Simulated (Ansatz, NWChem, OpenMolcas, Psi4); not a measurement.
**A small benchmark: dipole moment**

10 molecules with halogens; the dipole moment in D, computed less measured. Shapes, held fixed at every level: PBE0-D4/def2-TZVP. No vibrational averaging. Dipoles are compared by magnitude; molecules under 1 D, whose direction can flip, are left out. Programs: Ansatz 0.2.0, NWChem 7.3.0, OpenMolcas 26.06, Psi4 1.11. A level may come from different programs for different species; with the same settings they agree closely. Measured values: NIST CCCBDB.

Levels: A = B3LYP/6-31G* (Cartesian functions); B = B3LYP-D4/def2-TZVPP; C = wB97M-V/def2-TZVPP.

| molecule | measured | A | B | C |
| --- | --- | --- | --- | --- |
| HF (hydrogen fluoride) | 1.82 | +0.02 | +0.03 | +0.02 |
| SF2 (sulfur difluoride) | 1.05 | +0.09 | +0.07 | +0.10 |
| CH2Cl2 (dichloromethane) | 1.60 | +0.21 | +0.03 | +0.03 |
| CH3F (fluoromethane) | 1.85 | -0.16 | -0.05 | -0.07 |
| SiH2Cl2 (dichlorosilane (DCS)) | 1.13 | +0.43 | +0.01 | 0.00 |
| SiH3Cl (SMILES [SiH3]Cl) | 1.31 | +0.37 | -0.06 | -0.07 |
| C2F3N (cyanotrifluoromethane) | 1.33 | +0.15 | +0.07 | +0.07 |
| C2H2F2 (vinylidene fluoride) | 1.38 | -0.43 | -0.21 | -0.24 |
| C2H3Br (SMILES C=CBr) | 1.42 | +0.12 | 0.00 | +0.05 |
| C2H5F (SMILES CCF) | 1.96 | -0.26 | -0.09 | -0.09 |

Task: Which level does best on this set, which worst, and which err to one side?

Result: 
```csv
level,kind,mean error,mean absolute error,worst case
B3LYP/6-31G* (Cartesian functions),global hybrid,+0.054,0.224,SiH2Cl2
B3LYP-D4/def2-TZVPP,global hybrid,-0.020,0.062,C2H2F2
wB97M-V/def2-TZVPP,range-separated hybrid,-0.020,0.074,C2H2F2
```

On this set B3LYP-D4/def2-TZVPP has the smallest mean absolute error and B3LYP/6-31G* (Cartesian functions) the largest. B3LYP/6-31G* (Cartesian functions) is too high in 7 of 10. All levels miss C2H2F2 on one side, which points to its shape or to the tabulated value. The levels differ in basis as well as in method. The tabulated value of C2F3N is in doubt (older tables, estimates, or at odds with other calculations) and kept here. Over the 9 molecules whose values aren't doubted the mean absolute errors are A 0.232; B 0.061; C 0.074. The smallest two are near a tie. Relativity is left out for Br. The set is small.

The small mean error of B3LYP/6-31G* hides a cancellation: the dipoles of CH3F, C2H5F and C2H2F2 come out too small, those of the chlorides and of vinyl bromide too large. HF and SF2, both slightly high, show that fluorine alone does not set the sign. At fixed shapes D4 adds energy but leaves the density unchanged, so the step from A to B is essentially one of basis. With few polarization functions and no diffuse ones, 6-31G* describes poorly both the extended lone pairs on fluorine and the polarization of density around silicon and chlorine. This probably explains why the chlorosilane errors, +0.43 and +0.37, nearly vanish in the triple-zeta basis.

The three fluorinated hydrocarbons stay low at B and C, which suggests that the diffuse functions still missing from def2-TZVPP contribute to the C2H2F2 error as well. Range separation brings no clear gain here, as expected for ground-state dipoles of small molecules without long-range charge transfer.
